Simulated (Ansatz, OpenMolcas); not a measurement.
**AlGeH4Cl (SMILES [Cl][AlH][GeH3]): methods side by side**

AlGeH4Cl: 7 atoms, total charge 0, spin state singlet. SMILES: `[Cl][AlH][GeH3]`. The shape is that of a PBE0-D4/def2-TZVP optimisation.

```xyz
7

Cl   -2.4993   -1.5272   -0.1269
Al   -0.4254   -1.3147    0.1445
Ge    0.5011    0.9598   -0.0933
H     0.3795   -2.6320    0.4800
H     0.2257    1.5225   -1.4999
H    -0.1440    1.9264    0.9168
H     2.0237    0.9973    0.1331
```

Quantity: the energy change with the Al2–Ge3 bond stretched from 2.467 to 2.838 Å, in eV. The values are calculated.

```csv
level,kind,program,value (eV),CPU time (all runs)
HF/def2-SVP (unrestricted),Hartree–Fock,OpenMolcas,0.35,21 s
revPBE/def2-SVP (restricted),GGA,Ansatz,0.31,6.6 s
B3LYP/def2-SVP (restricted),global hybrid,OpenMolcas,0.36,59 s
M06-2X/def2-SVP (restricted),hybrid meta-GGA,OpenMolcas,0.39,72 s
CAM-B3LYP/def2-SVP (restricted),range-separated hybrid,Ansatz,0.42,9.9 s
B2PLYP/def2-SVP (restricted),double hybrid,Ansatz,0.39,14 s
RPA@PBE0/def2-SVP (restricted),RPA,Ansatz,0.37,17 s
CCSD/def2-SVP (restricted),coupled cluster or CI,Ansatz,0.39,16 s
```

All-electron rows without a relativistic Hamiltonian named are non-relativistic. The first shape isn't each level's own minimum. The values span 0.31 to 0.42 eV. In the correlated wave-function rows the outer d shell of Ge is correlated, in sets not made for it. CPU times are rough (shared hosts, several kinds of processor and program).

Stretching the Al–Ge bond costs only a few tenths of an electronvolt at every level, as expected for a soft single bond between two heavy p-block atoms. Their diffuse valence s and p orbitals overlap over a long range, so the σ bond weakens gradually, and its polarity towards the more electronegative germanium adds some electrostatic attraction. The energy rise belongs to the early part of the bond-breaking curve, well short of separated radicals.

CCSD, B2PLYP and M06-2X agree at 0.39 eV, with RPA close by at 0.37 eV. revPBE gives the softest response and CAM-B3LYP the stiffest. Exact exchange alone doesn't order the results, since Hartree–Fock, at 0.35 eV, lies below all the hybrids; the spread probably reflects differences in preferred bond length as well as in curvature, because a level favouring a longer bond pays less for the same stretch. A single energy difference can't separate these two contributions, so the ranking is not one of force constants or of bond dissociation energies.
